# Half exact exchange in a silyl radical: a forecast and its test

## The question

A silicon atom with three oxygen neighbours and one unpaired electron is a familiar kind of defect in silica. Electron spin resonance recognises it by the strong coupling between the electron and the silicon nucleus. A small molecule with the same centre lets us ask how far the computed coupling depends on the density functional. Five levels of theory are known here. What will BHandHLYP give, a functional with 50% exact exchange?

Doublet radical H9O3Si4 (SMILES [SiH3]O[Si](O[SiH3])O[SiH3], atoms numbered in this order) in the gas phase, computed with PySCF 2.14.0: unrestricted, density fitting, IGLO-III on O and Si, pcH-1 on H, PBE0-D3(BJ)/def2-SVP geometry. Couplings are for 17O and 29Si; non-relativistic orbitals, mean-field spin–orbit coupling, GIAOs for the g shift.

```
functional  exact exchange, long range (%)  A iso O2 (MHz)  A iso Si3 (MHz)  isotropic g shift (ppm)  <S^2>
       PBE                               0           -78.4          -1116.8                     -981  0.752
     B3LYP                              20           -79.7          -1187.3                    -1070  0.751
 BHandHLYP                              50               ?                ?                        ?      ?
 CAM-B3LYP                              65           -79.5          -1196.7                    -1130  0.751
        HF                             100           -72.6          -1183.5                    -1280  0.753
      PBE0                              25           -76.8          -1150.0                    -1100  0.752
```

Si3 is the radical centre, and the O2 column gives the mean over its three oxygen neighbours. "A iso" is the isotropic hyperfine coupling, and the g shift is measured from the free-electron value. The column $\langle S^2\rangle$ checks the spin state: a pure doublet has 0.75, and the known rows stay within 0.003 of it. Admixture of higher spin states is therefore no likely source of the differences.

## Why the silicon coupling is so large

The isotropic coupling measures the spin density exactly at the nucleus. Only s orbitals reach that point, so the coupling reports how much s character the unpaired electron has. Oxygen draws electrons towards itself, and silicon therefore uses mainly p character in its bonds to oxygen. The s character left over goes to the unpaired electron, and the centre becomes a pyramid.

The numbers fit this picture. The coupling of Si3 is about a quarter of what a full silicon 3s electron would give, taking a rough recalled atomic value of 4600 MHz. Its negative sign comes from the negative nuclear g factor of $^{29}$Si; the spin density itself is positive.

A planar radical such as methyl behaves differently. Its unpaired electron sits in a p orbital with a node at the carbon nucleus, so no direct contribution arises. The coupling comes from spin polarisation: the unpaired electron makes the paired electrons of opposite spin differ slightly in shape. Such a coupling is more sensitive, in relative terms, to the treatment of exchange. In our pyramid, polarisation only corrects a large direct term.

## What exact exchange changes

Approximate functionals let an electron repel itself a little, which tends to spread the unpaired spin too widely. Exact exchange reduces this error and also alters the polarisation of the inner shells. Both effects reach the silicon nucleus, and the coupling alone cannot separate them. All rows share one geometry, so a change in the pyramid's shape plays no part.

The cleanest comparison is PBE with PBE0, where only the exchange part changes. The silicon coupling grows in size by 33 MHz, or 3%. The Mulliken spin population of Si3, a rough measure of the spin on that atom, grows by about 4%. Spin gathering on silicon is thus enough to account for the stronger coupling.

Yet B3LYP and PBE0, with similar shares of exact exchange, differ by 37 MHz. B3LYP has the larger coupling but slightly less spin on Si3. The rest of the functional therefore matters too: it changes how much density each unit of spin puts at the nucleus.

## A forecast from two lines

B3LYP is the closest relative of BHandHLYP: both rest on Becke's exchange and LYP correlation, with one fixed share of exact exchange. We start there and add 30 percentage points of exact exchange in two ways. The first borrows the slope from PBE to PBE0, which leaves correlation untouched:

$$A_1=-1187.3-33.2\times\frac{30}{25}\approx-1227\ \text{MHz}.$$

The second follows a straight line from B3LYP to Hartree–Fock (HF), 80 points away:

$$A_2=-1187.3+3.8\times\frac{30}{80}\approx-1186\ \text{MHz}.$$

This second path removes correlation along the way, which BHandHLYP does not do. On the other hand, a slope measured at low exchange may not hold up to 50%. We take the midpoint, a compromise and not a derived law. The ranges below are judgements, guided by the gap between the two lines and the scatter among functionals.

- **Si3 coupling:** $-1207\pm25$ MHz, larger in size than with B3LYP and probably the largest in the table.
- **O2 coupling:** $-77.4\pm3$ MHz, slightly smaller in size than with B3LYP.
- **g shift:** $-1181\pm40$ ppm, between CAM-B3LYP and HF.
- **$\langle S^2\rangle$:** between 0.750 and 0.754.

CAM-B3LYP takes no part in the lines. Its listed 65% applies only at long range; close to an electron the share is much lower.

## The result

The withheld rows as computed:

```
functional  exact exchange, long range (%)  A iso O2 (MHz)  A iso Si3 (MHz)  isotropic g shift (ppm)  <S^2>
 BHandHLYP                              50           -79.9          -1211.9                    -1150  0.752
```

All four values fall within their ranges, but one stated direction is wrong: the O2 coupling does not shrink.

## Silicon: a path that bends

The silicon forecast misses by only 5 MHz, and the coupling is indeed the largest in the table. The two lines behind it were less accurate: one overshoots in size by 15 MHz and the other falls short by 26 MHz. Their errors partly cancel, so the good midpoint does not establish equal weights as a rule.

The more useful finding is the shape of the path. From B3LYP to BHandHLYP the coupling grows in size by 25 MHz; from there to HF it shrinks by 28 MHz. The nearly equal values at the two ends had hidden a maximum between them. On the first leg the spin population of Si3 grows by 2 to 3%, much as the coupling does. On the second leg exact exchange rises further and correlation disappears. Spin does not leave the centre here either: its population rises by about 8% while the coupling falls. Each unit of spin there therefore puts less density at the nucleus, through less s character or a changed polarisation. The loss of correlation may be behind this; a calculation with full exact exchange and LYP correlation would test it.

A single straight line in exchange share, fitted to PBE, B3LYP, PBE0 and HF, misses the BHandHLYP coupling by 46 MHz. It ignores both the family of the functional and the bend. The printed output below gives the details.

## Oxygen: the wrong direction

Oxygen receives part of its spin from silicon, so an electron held more tightly on silicon should leave less there. Both lines pointed that way. The computed coupling instead stays within 0.2 MHz of the B3LYP value, a difference too small to interpret. Mulliken spin populations show where the argument failed. From B3LYP to BHandHLYP the three oxygens do lose spin, about 3% of what they hold. A coupling in step with that loss would have shrunk by about 2 MHz, as forecast. But only s orbitals put spin at the nucleus, and that part need not follow the total. From B3LYP to HF the oxygens lose almost half of their spin population, yet their coupling falls by only 9%.

Both lines failed here. The slope from PBE to PBE0 did not carry over to this functional family, and the line to HF assumed an even decline. In fact the whole of that decline, about 7 MHz, lies beyond BHandHLYP. As for silicon, the HF end point was a poor guide to the first part of the path. The listed coupling is a mean over three oxygens, so small opposite changes at single atoms could be hidden in it.

## The g shift: a straighter path

The g shift has another origin. Spin–orbit coupling lets the magnetic field mix the unpaired electron's orbital with others: empty orbitals usually push the shift down, filled ones push it up. Exact exchange widens the energy gaps to both kinds, which by itself would weaken both contributions, but it also changes how the orbitals respond to the field. This argument does not fix the direction. The shift also has two smaller parts, a relativistic mass correction and a gauge correction. Each varies by less than 20 ppm across the table, so the trend comes from the mixing of orbitals. The table shows that the shift becomes more negative with the exchange share among the global functionals and HF. CAM-B3LYP, with its lower share at short range, falls outside this order.

Here the forecast is 31 ppm too negative. The line from B3LYP to HF alone would have given $-1149$ ppm, almost exactly the computed $-1150$ ppm. The steeper slope from PBE to PBE0 spoiled the midpoint. One path can thus be bent for a coupling at the nucleus and nearly straight for the g shift.

## Using the numbers

Across the table, the choice of method moves the silicon coupling by 95 MHz, or 8% of the largest value. Someone assigning a measured spectrum should not read a smaller mismatch as proof of a different defect. Vibrations and other conformers would shift the coupling too, because it follows the shape of the pyramid. Scalar relativity is also left out of these calculations. For these reasons the table does not show which functional is closest to experiment.

The analysis program printed:

```
Si3 coupling as share of rough atomic 3s value, PBE (%): 24.28
Si3 coupling as share of rough atomic 3s value, CAM-B3LYP (%): 26.02
Si3 change from PBE to PBE0 (MHz): -33.2
Si3 B3LYP less PBE0 (MHz): -37.3
Si3 change from B3LYP to HF (MHz): 3.8
Si3 change from B3LYP to CAM-B3LYP (MHz): -9.4
g shift change from PBE to PBE0 (ppm): -119
g shift change from B3LYP to HF (ppm): -210
Si3 estimate a, PBE to PBE0 slope (MHz): -1227
Si3 estimate b, line from B3LYP to HF (MHz): -1186
Si3 forecast for BHandHLYP, range 25 either way (MHz): -1207
Si3 computed for BHandHLYP (MHz): -1212
Si3 forecast less computed (MHz): 5.392
O2 estimate a (MHz): -77.78
O2 estimate b (MHz): -77.04
O2 forecast for BHandHLYP, range 3 either way (MHz): -77.41
O2 computed for BHandHLYP (MHz): -79.9
O2 forecast less computed (MHz): 2.491
g shift estimate a (ppm): -1213
g shift estimate b (ppm): -1149
g shift forecast for BHandHLYP, range 40 either way (ppm): -1181
g shift computed for BHandHLYP (ppm): -1150
g shift forecast less computed (ppm): -30.78
S squared computed for BHandHLYP, forecast 0.750 to 0.754: 0.752
Si3 computed change from B3LYP to BHandHLYP (MHz): -24.6
fit of a_Si3 on 4 rows ((exx < 60) | (exx > 70)): constant -1142 +/- 22, coefficient of exx -0.4738 +/- 0.41; rms 22.2, worst B3LYP 35.6, leave-one-out rms 75.7
  rows outside the fit (model, value, miss): BHandHLYP -1166, -1212, 46; CAM-B3LYP -1173, -1197, 23.7
```
